Dear colleague,

You asked what becomes of the Lyman-$\alpha$ rate of hydrogen, $A\approx 6.27\times10^{8}\ \mathrm{s^{-1}}$, and of the absorption strength behind it, when one thing in the experiment is altered: the upper level, the isotope, the nuclear charge, the resolution of the light source, or the vacuum around the atom. One closed formula answers all five questions. I derive it first. Then, for each change, I argue for the sign and rough size before calculating.

\section*{Conventions and the closed form}

I use the Schr\"odinger equation with a point nucleus of charge $Ze$ and mass $M$, and the electric-dipole approximation. The reduced mass is $\mu=m_eM/(m_e+M)$, the length scale is $a=(a_0/Z)(m_e/\mu)$, and the transition frequency is
\begin{equation}
\hbar\omega_n=\tfrac12\,\alpha^2\mu c^2Z^2\left(1-\frac{1}{n^2}\right).
\label{omega}
\end{equation}
The radial functions, normalised as $\int R^2r^2\,dr=1$, are $R_{10}=2a^{-3/2}e^{-r/a}$ and
\begin{equation}
R_{n1}=N_n\,\rho\,e^{-\rho/2}L^{3}_{n-2}(\rho),\qquad \rho=\frac{2r}{na},\qquad N_n^2=\frac{4}{a^3n^4\,(n+1)n(n-1)},
\end{equation}
with the associated Laguerre polynomials defined by $\sum_k L^3_k(\rho)\,t^k=(1-t)^{-4}e^{-\rho t/(1-t)}$. The radial integral is
\begin{equation}
\mathcal R_n=\int_0^\infty R_{n1}\,r\,R_{10}\,r^2dr=2a^{-3/2}N_n\left(\frac{na}{2}\right)^4\int_0^\infty\rho^4e^{-s\rho}L^3_{n-2}(\rho)\,d\rho,\qquad s=\frac{n+1}{2}.
\end{equation}
Multiply the generating function by $\rho^3e^{-s\rho}$ and integrate. The result is $6/[s-(s-1)t]^4$, and the coefficient of $t^k$ gives
\begin{equation}
\int_0^\infty\rho^3e^{-s\rho}L^3_k\,d\rho=\frac{(k+3)!}{k!}\frac{(s-1)^k}{s^{k+4}}.
\end{equation}
One more power of $\rho$ comes from $-d/ds$, which turns $(s-1)^k s^{-k-4}$ into $(s-1)^{k-1}s^{-k-5}(4s-k-4)$. With $k=n-2$ and $s=(n+1)/2$ the last bracket equals $n$, and the integral over $\rho^4$ is $64\,n\,(n+1)n(n-1)\,(n-1)^{n-3}/(n+1)^{n+3}$. Squaring and collecting factors,
\begin{equation}
\mathcal R_n^2=\frac{2^8\,n^7\,(n-1)^{2n-5}}{(n+1)^{2n+5}}\;a^2 .
\label{radial}
\end{equation}
The angular integral gives $|\langle 1s|\mathbf r|np\,m\rangle|^2=\mathcal R_n^2/3$ for each of the three values of $m$. I define the absorption oscillator strength with the free-electron mass, $f=(2m_e\omega_n/3\hbar)\sum_m|\langle np\,m|\mathbf r|1s\rangle|^2=(2m_e\omega_n/3\hbar)\mathcal R_n^2$. For an infinitely heavy nucleus $m_e\omega_na^2/\hbar=\frac12(1-n^{-2})$, so that $Z$ drops out:
\begin{equation}
f_n=\frac{2^8\,n^5\,(n-1)^{2n-4}}{3\,(n+1)^{2n+4}} .
\label{f}
\end{equation}
Two observables follow. The cross-section integrated over the line, and the rate of spontaneous decay of any $np$ sublevel to $1s$, are
\begin{equation}
\int\sigma\,d\nu=\frac{e^2}{4\varepsilon_0m_ec}\,f,\qquad
A=\frac{e^2\omega_n^3\mathcal R_n^2}{9\pi\varepsilon_0\hbar c^3}=\frac{e^2\omega_n^2}{6\pi\varepsilon_0m_ec^3}\,f .
\label{obs}
\end{equation}
The prefactor of the first is $2.654\times10^{-6}\ \mathrm{m^2\,Hz}$. Inserting \eqref{omega} and \eqref{f} in the second, still with $M\to\infty$,
\begin{equation}
A_n=\Gamma_0Z^4\,\frac{2^7\,n\,(n-1)^{2n-2}}{9\,(n+1)^{2n+2}},\qquad \Gamma_0=\frac{\alpha^5m_ec^2}{\hbar}=1.6065\times10^{10}\ \mathrm{s^{-1}} .
\label{A}
\end{equation}
For $n=2$ and $Z=1$ these give $\mathcal R_2^2=2^{15}/3^9\,a_0^2=1.665\,a_0^2$, $f_2=2^{13}/3^9=0.4162$, $\int\sigma\,d\nu=1.105\times10^{-6}\ \mathrm{m^2\,Hz}$ and $A_2=(2/3)^8\Gamma_0=6.268\times10^{8}\ \mathrm{s^{-1}}$, at a wavelength of $121.50$ nm. Your round figure is this infinite-mass value. The terms left out (relativity, spin, retardation) are of relative order $(Z\alpha)^2$, which is $5.3\times10^{-5}$ for hydrogen, so four figures are supported.

All scaling arguments below rest on the two products in \eqref{obs}: absorption strength goes as $\omega a^2$, and the decay rate as $\omega^3a^2$.

\section*{First change: a higher upper level}

Suppose you move from Lyman $\alpha$ to Lyman $\beta$ and beyond. The integrand of $\mathcal R_n$ is confined by $R_{10}$ to a few $a$. In that region the Coulomb energy dominates the binding energy of a high $np$ level, so all these functions have nearly the same shape and differ by their amplitude, which falls as $n^{-3/2}$ because the time spent near the nucleus is a fraction of an orbital period proportional to $n^3$. Hence $f_n$ must fall, roughly as $n^{-3}$. Pure $n^{-3}$ scaling from $n=2$ would give $f_3=0.123$. I expect less. The $2p$ function has no node, while higher $p$ functions oscillate faster as their energy rises and begin to cancel against the tail of $r\,R_{10}$, so $n^3f_n$ should decrease along the series. The rate should fall more slowly than $f$, because $\omega_n^2$ rises.

Equations \eqref{f} and \eqref{A} give, for $Z=1$ and $M\to\infty$:
\begin{center}
\begin{tabular}{cccc}
$n$ & $f_n$ & $n^3f_n$ & $A_n$ ($10^6\ \mathrm{s^{-1}}$)\\ \hline
2 & 0.4162 & 3.330 & 626.8\\
3 & 0.07910 & 2.136 & 167.3\\
4 & 0.02899 & 1.855 & 68.22\\
5 & 0.01394 & 1.742 & 34.39\\
10 & 0.001605 & 1.605 & 4.213
\end{tabular}
\end{center}
From $\alpha$ to $\beta$ the absorption strength drops to $0.190$ of its value. The squared frequency rises by $(32/27)^2=1.405$, so the rate drops only to $0.267$. For large $n$, write $n^3f_n=\frac{2^8}{3}\left[(n-1)/(n+1)\right]^{2n}(1-n^{-2})^{-4}$ and expand the logarithm: $2n\ln[(n-1)/(n+1)]=-4-4/(3n^2)-\dots$ and $-4\ln(1-n^{-2})=4/n^2+\dots$, so
\begin{equation}
n^3f_n=\frac{2^8}{3e^4}\left(1+\frac{8}{3n^2}+\dots\right),\qquad \frac{2^8}{3e^4}=1.563,
\label{asym}
\end{equation}
where $e$ is here the base of natural logarithms. At $n=10$ the two terms give $1.605$, as in the table.

One warning for a lifetime experiment: $A_3$ is a partial rate. The $3p$ level also decays to $2s$. The radial integral for that branch is $3.065\,a_0$ and the photon energy is $\frac{5}{72}E_h$, with $E_h=\alpha^2m_ec^2$, so the second formula of \eqref{obs} gives $2.246\times10^{7}\ \mathrm{s^{-1}}$. The $3p$ lifetime is then $5.27$ ns, and a fraction $0.882$ of the decays emits Lyman $\beta$.

If you tune past the series limit, nothing jumps, provided the instrument averages over the crowded lines. The level spacing is $dE/dn=Z^2E_h/n^3$, so the oscillator strength per unit energy just below the limit is
\begin{equation}
\frac{df}{dE}=\frac{n^3f_n}{Z^2E_h}\;\longrightarrow\;\frac{2^8}{3e^4}\frac{1}{Z^2E_h},
\end{equation}
which is $3.585\times10^{17}\ \mathrm{J^{-1}}$ for $Z=1$. The continuum side can be done separately. With $x=r/a$, the regular $p$ solution at zero energy obeys $u''=(2/x^2-2/x)u$ and is $u=\sqrt{2x}\,J_3(\sqrt{8x})$. At large $x$ its squared amplitude is $\sqrt{2x}/\pi=2/(\pi k)$ with local wavenumber $k=\sqrt{2/x}$, which is the normalisation per unit energy $Z^2E_h$. The integral $\int_0^\infty 2xe^{-x}\,x\,u\,dx$ equals $16/e^2$, and $\frac23\cdot\frac12\cdot(16/e^2)^2=2^8/(3e^4)$ again. The first formula of \eqref{obs}, with $d\nu=dE/h$, then gives the threshold cross-section
\begin{equation}
\sigma_{\rm th}=2\pi^2\alpha\,\frac{a_0^2}{Z^2}\,\frac{2^8}{3e^4}=\frac{6.30\times10^{-22}\ \mathrm{m^2}}{Z^2}.
\label{sigma}
\end{equation}

\section*{Second change: deuterium for hydrogen}

A heavier nucleus raises $\mu$. The atom shrinks, $a\propto\mu^{-1}$, and the line moves to higher frequency, $\omega\propto\mu$. In the rate the two effects compete: $\omega^3a^2\propto\mu$, so frequency wins and $A$ rises. In the absorption strength $\omega a^2\propto\mu^{-1}$, so size wins and $f$ falls by the same fraction. The deuteron is about twice as heavy as the proton, so the fraction should be about half of $m_e/m_p$, a few parts in $10^4$. For a neutral atom the dipole moment is $-e\mathbf r$ in the relative coordinate whatever the masses, so there is no further factor.

Take $m_p/m_e=1836.15$ and, as an approximate input, $m_d/m_e=3670.48$. Then $\mu_{\rm H}/m_e=0.999456$, $\mu_{\rm D}/m_e=0.999728$, and
\begin{equation}
\delta=\frac{\mu_{\rm D}}{\mu_{\rm H}}-1=2.72\times10^{-4}.
\end{equation}
First, hydrogen itself: the line lies at $2.466\times10^{15}$ Hz or $121.57$ nm, $A_{\rm H}=6.265\times10^{8}\ \mathrm{s^{-1}}$, the lifetime is $1.596$ ns, the natural width $A/2\pi$ is $99.7$ MHz, and $f=f_2\,m_e/\mu_{\rm H}=0.4164$. On going to deuterium the line moves by $+671$ GHz or $-33.1$ pm. To first order $\omega^3$ gains $3\delta=8.16\times10^{-4}$ and $\mathcal R^2$ loses $2\delta=5.44\times10^{-4}$, so $A$ rises by $\delta$, that is by $1.70\times10^{5}\ \mathrm{s^{-1}}$. The oscillator strength changes by $-1.13\times10^{-4}$, to $0.4163$.

The relativistic terms, of order $\alpha^2=5.3\times10^{-5}$, amount to a fifth of $\delta$ and would matter if they differed between the isotopes. They are common to both up to terms of order $\alpha^2\delta\approx1.4\times10^{-8}$. The nuclear size enters as $(r_N/a_0)^2$, about $1.4\times10^{-9}$ for a typical deuteron radius of $2$ fm. The ratio $A_{\rm D}/A_{\rm H}$ is therefore better founded than either rate. What you will notice first in a gas cell is something else. At equal temperature the Doppler width goes as the inverse square root of the atomic mass, so the peak cross-section of each Doppler-broadened component rises by a factor $1.41$, more than a thousand times the change in $f$.

\section*{Third change: a larger nuclear charge}

Replace H by a one-electron ion. Now $a\propto Z^{-1}$ and $\omega\propto Z^2$. The product $\omega a^2$ does not change, so $f$ and the integrated cross-section stay at $0.4162$ and $1.105\times10^{-6}\ \mathrm{m^2\,Hz}$: an ion absorbs as much, integrated over frequency, as a hydrogen atom. The rate goes as $\omega^3a^2\propto Z^4$, although the dipole has become smaller. The threshold cross-section falls as $Z^{-2}$, because the same oscillator strength is spread over an energy scale $Z^2$ times wider.

The mass correction holds a surprise. For an ion the dipole moment is $-e\mathbf r_e+Ze\,\mathbf r_N$. With the centre-of-mass coordinate $\mathbf R$, we have $\mathbf r_e=\mathbf R+M\mathbf r/(M+m_e)$ and $\mathbf r_N=\mathbf R-m_e\mathbf r/(M+m_e)$. The part in $\mathbf R$ causes no internal transition, and the internal part is $-e\mathbf r\,(M+Zm_e)/(M+m_e)$. The recoiling nucleus radiates in phase with the electron. Together with the factor $\mu/m_e$ found above,
\begin{equation}
\frac{A(M)}{A(\infty)}=\frac{M\,(M+Zm_e)^2}{(M+m_e)^3}=1+(2Z-3)\frac{m_e}{M}+\dots
\label{recoil}
\end{equation}
The correction is negative for hydrogen and positive for every ion. With approximate nuclear masses of $7.014$ u, $15.99$ u and $55.9$ u for $^7$Li, $^{16}$O and $^{56}$Fe, and with $\lambda$, $A$ and $\sigma_{\rm th}$ taken at $M\to\infty$:
\begin{center}
\begin{tabular}{cccccc}
ion & $\lambda$ (nm) & $A$ ($\mathrm{s^{-1}}$) & $\sigma_{\rm th}$ ($\mathrm{m^2}$) & $(2Z-3)m_e/M$ & $(Z\alpha)^2$\\ \hline
Li$^{2+}$ & 13.50 & $5.08\times10^{10}$ & $7.0\times10^{-23}$ & $2.3\times10^{-4}$ & $4.8\times10^{-4}$\\
O$^{7+}$ & 1.90 & $2.6\times10^{12}$ & $1.0\times10^{-23}$ & $4.5\times10^{-4}$ & $3.4\times10^{-3}$\\
Fe$^{25+}$ & 0.18 & $3\times10^{14}$ & $9\times10^{-25}$ & $4.8\times10^{-4}$ & $3.6\times10^{-2}$
\end{tabular}
\end{center}
The $2p$ lifetime is $19.7$ ps in Li$^{2+}$ and $0.39$ ps in O$^{7+}$. The last column sets the number of figures. I can give two of its pieces. The Dirac energies, expanded to order $(Z\alpha)^4$, raise the transition frequency by the fraction $\frac{11}{48}(Z\alpha)^2$ for $2p_{1/2}$ and $\frac{5}{16}(Z\alpha)^2$ for $2p_{3/2}$, and the factor $\omega^3$ by three times as much. The retardation parameter is $(\omega a/c)^2=(3Z\alpha/8)^2=0.14\,(Z\alpha)^2$. The relativistic change of the matrix element is of the same order, and I have not calculated it, so I give you no sign for the net term. Already in Li$^{2+}$ the scale $(Z\alpha)^2$ is twice the recoil correction. The recoil term of \eqref{recoil} is thus clean only in a comparison of two isotopes of one ion, and it does not improve the absolute rate.

\section*{Fourth change: a source that resolves the fine structure}

Keep hydrogen and narrow the line until $2p_{1/2}$ and $2p_{3/2}$ separate. The dipole operator does not act on spin, and the vacuum has no preferred direction, so every state of the $2p$ manifold decays to $1s$ at the same rate, whatever superposition of $m$ and spin projection it is. The rate $A$ does not respond. The absorption strength does: at fixed $A$ and practically equal frequency it is proportional to the number $2j+1$ of upper states, so $f_2$ divides as $2:4$, into $0.1387$ for $j=\frac12$ and $0.2775$ for $j=\frac32$ at infinite nuclear mass.

The difference of the two Dirac fractions, $\frac{5}{16}-\frac{11}{48}=\frac1{12}$, times $(Z\alpha)^2\hbar\omega_2$ gives a splitting of $Z^4\alpha^4m_ec^2/32$, or $11$ GHz for hydrogen. Splitting and natural width both go as $Z^4$, so their ratio
\begin{equation}
\frac{Z^4\alpha^4m_ec^2/32}{\hbar A_2}=\frac{3^8}{2^{13}\alpha}=110
\end{equation}
is the same along the sequence to leading order, and natural broadening never merges the doublet. Doppler broadening can. At $300$ K the $1/e$ half-width $\nu\sqrt{2k_BT/M}/c$ for hydrogen is $18$ GHz, so the components are blended in a room-temperature cell, and you need a collimated beam or a cold sample.

\section*{Fifth change: a semiconductor in place of the vacuum}

A shallow donor in a direct-gap crystal is a one-electron atom with the Coulomb potential divided by the static permittivity $\varepsilon_r$ and with the band mass $m^*$. Take the two alterations in turn. Screening acts as $Z\to1/\varepsilon_r$: it leaves $f$ alone and cuts the rate by $\varepsilon_r^{-4}$. The light mass acts as $\mu\to m^*$: it cuts the rate by $m^*/m_e$ and raises $f$ by $m_e/m^*$. The photon also feels the refractive index $n_r$. Its mode density grows as $n_r^3$ and the squared field per photon falls as $n_r^{-2}$, so $A$ gains a factor $n_r$. The intensity at given field grows as $n_r$, so the cross-section loses that factor. I assume that the donor electron, spread over many unit cells, responds to the macroscopic field. Thus
\begin{equation}
\frac{A^*}{A_2}=\frac{n_r\,m^*/m_e}{\varepsilon_r^4},\qquad
\frac{\int\sigma^*d\nu}{\int\sigma\,d\nu}=\frac{m_e}{n_r\,m^*},\qquad
\frac{\nu^*}{\nu}=\frac{m^*/m_e}{\varepsilon_r^2}.
\end{equation}
The prediction is a collapse of emission by some five orders of magnitude, together with a moderate gain in absorption.

Typical values for GaAs are $\varepsilon_r\approx12.9$ and $m^*\approx0.067\,m_e$. They give $a=10$ nm and a $1s\to2p$ line at $0.99$ THz. This lies well below the transverse optical phonon, at approximately $8$ THz, so dispersion alters the lattice part of the permittivity only by about $(0.99/8)^2=0.015$, and I set $n_r=\sqrt{\varepsilon_r}=3.6$. Then $f=6.2$, which exceeds unity only because the definition uses $m_e$; defined with $m^*$ it is again $0.4162$. The integrated cross-section rises by a factor $4.2$, to $4.6\times10^{-6}\ \mathrm{m^2\,Hz}$, and at equal fractional linewidth $\Delta\nu/\nu$ the peak cross-section is $1.0\times10^{4}$ times that of hydrogen. The radiative rate falls by a factor $8.7\times10^{-6}$ to $5.4\times10^{3}\ \mathrm{s^{-1}}$, a radiative lifetime of $0.18$ ms.

Two figures are the most these inputs allow, and since $A^*\propto\varepsilon_r^{-7/2}$, a change of $1\%$ in $\varepsilon_r$ moves the rate by $3.5\%$. The model also omits the short-range potential at the impurity site, which acts mainly on $1s$, and the departure of the band from a parabola; for GaAs these are typically effects of a few per cent. The radiative lifetime is not the lifetime of the level. Relaxation by emission of acoustic phonons typically takes nanoseconds to tens of nanoseconds, some three to five orders of magnitude less than $0.18$ ms. In the crystal the quantity that tests the formula is therefore the integrated absorption per neutral donor, and the decay time reports on the phonons.